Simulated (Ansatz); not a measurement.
## Ligand exchange: C4H6F4 + CH6O3Sn → C3H4F4O + C2H8O2Sn

Species: C4H6F4 `CC(F)(CF)C(F)F`, singlet; CH6O3Sn `C[O][SnH]([OH])[OH]`, singlet; C3H4F4O `OC(F)(CF)C(F)F`, singlet; C2H8O2Sn `C[O][SnH]([CH3])[OH]`, singlet. The partners trade CH3 for OH: C–CH3 and Sn–OH bonds give way to C–OH and Sn–CH3.

Shapes, held fixed at every level: PBE0-D4/def2-TZVP. Flexible molecules stand in one conformer, not always the lowest. Programs: Ansatz 0.2.0. Electronic energies: no zero-point or thermal term.

Problem. Estimate ΔE of this reaction.

Solution. MP2/def2-TZVPP gives ΔE = +60.2 kJ/mol; the levels span +49.2 to +60.2. The median of the levels is +55.1. No measured value is set beside it here. For atoms past krypton def2 sets carry core potentials with scalar relativity. Outer-core shells of Sn are correlated in most correlated rows, in sets that cover them unevenly. MP2/def2-TZVPP lies outside the range of all other levels here, so it shouldn't be taken on trust.

| level | kind | ΔE (kJ/mol) |
| --- | --- | --- |
| HF/def2-TZVPP | Hartree–Fock | +55.0 |
| r2SCAN-D4/def2-TZVPP | meta-GGA | +55.1 |
| B3LYP-D4/def2-TZVPP | global hybrid | +55.1 |
| PBE0-D4/def2-TZVPP | global hybrid | +49.2 |
| wB97M-V/def2-TZVPP | range-separated hybrid | +54.3 |
| wB97X-V/def2-TZVPP | range-separated hybrid | +55.9 |
| B2PLYP/def2-TZVPP | double hybrid | +57.3 |
| MP2/def2-TZVPP | perturbation theory | +60.2 |

Every level makes the exchange clearly endothermic, so hydroxide prefers tin and methyl prefers carbon in this pair. The main reason is probably the electropositive character of tin: Sn–O is a strongly polar bond with a large ionic contribution, and replacing it with the much less polar Sn–CH3 bond costs more than is recovered when C–C gives way to C–O. The new C–OH bond is itself favourable, since an oxygen lone pair can donate into the σ* orbital of the geminal C–F bond, but this anomeric stabilisation evidently doesn't reverse the balance.

Hartree–Fock at +55.0 and r2SCAN-D4 at +55.1 kJ/mol nearly coincide, while PBE0-D4, with an intermediate share of exact exchange, gives +49.2. The spread therefore doesn't follow the exchange fraction alone. The sign is secure across these methods, whereas differences of a few kJ/mol are not resolved. The energy also says nothing about the persistence of the α-fluoro alcohol, a class prone to losing HF to form a carbonyl compound.
